Squeezing lead or metallic carbon by about a tenth of its volume takes gigapascals or tens of gigapascals, and one gigapascal is some ten thousand atmospheres. Yet the energy stored in this way stays below a tenth of an electronvolt an atom. The questions below follow lead and carbon down the table, from the tightest cell to the loosest. Both are held in the same body-centred cubic (bcc) structure, in which carbon is a metal and not diamond.

The relaxed bcc cells of Pb and C (29.92 and 6.44 Å³ an atom) are scaled uniformly in Ansatz 0.2.0 with PBEsol, scalar-relativistic plane-wave PAW, a 420 eV cutoff, k meshes of 13×13×13 (Pb) and 21×21×21 (C) and no spin polarisation. Energies, counted from scale 1, are extrapolated to zero smearing; pressures, positive in compression, are at 0.1 eV Fermi-Dirac smearing.

```tsv
volume scale	energy change, Pb (meV/atom)	pressure, Pb (GPa)	energy change, C (meV/atom)	pressure, C (GPa)
0.88	79.4	8.17	73.4	34.51
0.92	31.9	4.76	29.7	20.43
0.96	7.1	2.08	6.4	8.96
1	0.0	-0.02	0.0	-0.45
1.04	6.9	-1.69	7.4	-8.11
1.08	24.9	-3.01	26.0	-14.29
1.12	51.6	-4.06	53.5	-19.23
```

### Volume scale 0.88: which element pushes back harder?

Carbon does, by a wide margin: 34.5 GPa against 8.2 GPa for lead. The same order holds on every row where the volume has been changed. Carbon's pressure is there between 4.2 and 4.8 times that of lead, whether the crystal pushes outward (positive pressure) or pulls inward (negative pressure). At scale 1 both pressures are close to zero, as they should be for a relaxed cell.

### Same row: why is the stored energy then almost equal?

Pressure is energy per volume, whereas the energy columns count per atom. The work done on an atom is the average pressure during the squeeze, which builds up from nearly zero, times the volume that the atom gives up. A carbon atom occupies 6.44 Å³ and gives up only $0.12 \times 6.44 \approx 0.8$ Å³, while a lead atom gives up $0.12 \times 29.92 \approx 3.6$ Å³.

Carbon thus meets a pressure about four times as high over a path between four and five times shorter, and the two factors nearly cancel. The result is 73 meV an atom for carbon and 79 meV for lead. On no row do the two energies differ by more than about 10 % of lead's value.

### From 0.88 to 0.92: why does the pressure drop so fast at first?

Each step down the table adds the same volume, but the steps do not relieve the same pressure. Carbon loses about 14 GPa in the first step and only about 5 GPa in the last. In lead the first step relieves about three times as much as the last.

The standard explanation is a contest between repulsion and attraction. Electrons confined to less room gain kinetic energy, and the Pauli principle keeps the electrons of neighbouring atoms from simply sharing the same space. This repulsion climbs steeply as atoms approach, while the attraction that binds the crystal changes more gently. A crystal therefore stiffens when squeezed and softens when stretched. For lead, 12 % of compression costs about one and a half times as much energy as 12 % of expansion.

### From 0.96 to 1.04: why does carbon seem to break this rule?

Lead follows the rule even for small changes, if only just: 7.1 meV for compression by 4 % and 6.9 meV for expansion. Carbon does the opposite, with 6.4 meV for compression and 7.4 meV for expansion. Taken at face value, carbon would resist stretching more than squeezing.

The row between them holds the answer. At scale 1 carbon still has a pressure of −0.45 GPa, so it would like to shrink a little further. Its reference cell is about 0.2 % too large in volume, and the energy is counted from a point slightly beside the bottom of the valley. The first bit of compression runs downhill, and the first bit of expansion runs uphill.

This tilt can be worked out from the pressure at scale 1, with a small correction for the smearing of the electrons. It amounts to 0.9 meV over a 4 % step. Without it, compression costs carbon 7.3 meV and expansion 6.5 meV, which is the usual order. The reversal thus belongs to the choice of reference cell and not to the bonding of carbon. Lead's margin is narrow for a similar reason: without its own, smaller tilt the two costs would be 7.5 and 6.5 meV. Why the relaxation of carbon ended slightly off the minimum was not tested.

### Same rows: what would another element do?

Two quantities decide. One is the bulk modulus $B$, the pressure needed per fractional change of volume; the other is the volume $V$ of an atom. The pressures at 0.96 and 1.04 give $B \approx (2.08 + 1.69)/0.08 \approx 47$ GPa for lead and, in the same way, about 213 GPa for carbon.

For a small fractional change $x$ of the volume, the pressure is about $Bx$ and the energy about $\tfrac{1}{2}BVx^2$. The pressure follows $B$ alone, but the energy follows the product $BV$. That product is 8.8 eV an atom for lead and 8.6 eV for carbon, which is why their energy columns look alike.

The match is a feature of this pair and not a law. The soft alkali metals have large atoms but such small bulk moduli that their product is far lower. Such a metal would show both low pressures and low energies. To guess the behaviour of a new element, one needs its stiffness as well as its size.

### Same rows: could the electron density alone have predicted the stiffness?

It is tempting to say that carbon is stiffer because its electrons are packed more densely. The simplest version of this idea treats the outer electrons as a free gas that resists being confined. In such a gas the kinetic energy per electron grows with the density $n$ as $n^{2/3}$. Pressure is energy per volume, which brings in one more factor of $n$, so the pressure and the bulk modulus both grow as $n^{5/3}$.

Lead and carbon each have four outer s and p electrons an atom, so their densities differ only through the atomic volumes. The estimate has no adjustable constant:

$$\frac{B_\mathrm{C}}{B_\mathrm{Pb}} \approx \left(\frac{29.92}{6.44}\right)^{5/3} \approx 13 .$$

The calculated ratio is 4.5. The electron gas gets the direction right but overstates the contrast almost threefold. Real outer electrons are also kept out of the ion cores and drawn into bonds, and a free gas knows neither effect. Taken alone, the gas would even be stiffer than either crystal, and by a larger factor for carbon, because it also leaves out the attraction between electrons and ions, which softens the crystal. These numbers cannot tell how much each of these missing effects adds to the misfit in the ratio.

### From 1.08 to 1.12: do the pressures account for the energies?

They should, since energy is pressure added up over the change of volume. For carbon stretched from 1 to 1.12 this sum gives 52.4 meV, while the table has 53.5 meV. The gap of about 1 meV is small, but it is real and has a known origin.

The calculation smears the electrons over levels near the Fermi energy, much as heat would. This gives them an entropy, and the pressure column includes its effect. The energy column is instead extrapolated to zero smearing, which puts back half of the entropy term. That half grows by 1.1 meV over this stretch and closes the gap. The same correction works for lead and on the compressed side, as the printed analysis after this text shows.

A narrower smearing would bring the two columns closer together. For a metal the entropy term falls roughly as the square of the width, so half the width should leave about a quarter of the gap.

### The whole table: which digits can be trusted?

Within one column, the tenths of a meV are consistent, because the summed pressures, once corrected for the smearing, reproduce the energies to about that level. Consistency is not convergence, however: a finer k mesh or a higher cutoff was not tried and might shift the values. When lead is compared with carbon, a difference of 1 or 2 meV on the stretched side should not be read as chemistry, since carbon's tilted reference alone is of that size.

As a guide to real materials, the numbers deserve less confidence than their digits suggest. Spin-orbit coupling, which is strong in the outer p electrons of lead, is left out, and the atomic datasets were made for a different functional. Lead at ordinary pressure is face-centred cubic, and diamond is far stiffer than this metallic carbon. The bcc carbon is also held in place by the symmetry of its cell, and whether it would survive if its atoms were free to move was not tested. What carries over is the reasoning: stiffness sets the pressure, and stiffness times atomic volume sets the energy.

Numerical output:

```
smallest pressure ratio C to Pb away from scale 1: 4.224
largest pressure ratio C to Pb away from scale 1: 4.799
largest energy difference between C and Pb in % of Pb: 9.859
atomic volume ratio Pb to C: 4.646
bulk modulus of Pb from the 4 % steps in GPa: 47.12
bulk modulus of C from the 4 % steps in GPa: 213.4
bulk modulus ratio C to Pb: 4.528
bulk modulus times volume for Pb in eV an atom: 8.8
bulk modulus times volume for C in eV an atom: 8.577
energy at 12 % compression over that at 12 % expansion for Pb: 1.539
pressure drop in the first step over that in the last for Pb: 3.248
pressure drop in the first step over that in the last for C: 2.85
volume excess of the C cell at scale 1 in % from its pressure: 0.2109
tilt of the C energy over a 4 % step in meV an atom: 0.9448
work of compression to 0.88 for Pb in meV an atom: 80.31
work of compression to 0.88 for C in meV an atom: 73.7
work of expansion to 1.12 for Pb in meV an atom: 50.93
work of expansion to 1.12 for C in meV an atom: 52.38
stiffness ratio C to Pb expected from free-electron density alone: 12.94
energies without tilt and half entropy change in meV an atom:
   row  Pb without tilt  C without tilt  Pb half entropy  C half entropy
  0.88            80.74           76.23           -0.952         -0.2545
  0.92            32.79           31.59           -0.661         -0.1915
  0.96            7.546           7.345          -0.3205         -0.1495
   1.0                0               0                0               0
  1.04            6.454           6.455            0.273           0.293
  1.08            24.01           24.11            0.497          0.6815
  1.12            50.26           50.67           0.7115           1.127
```
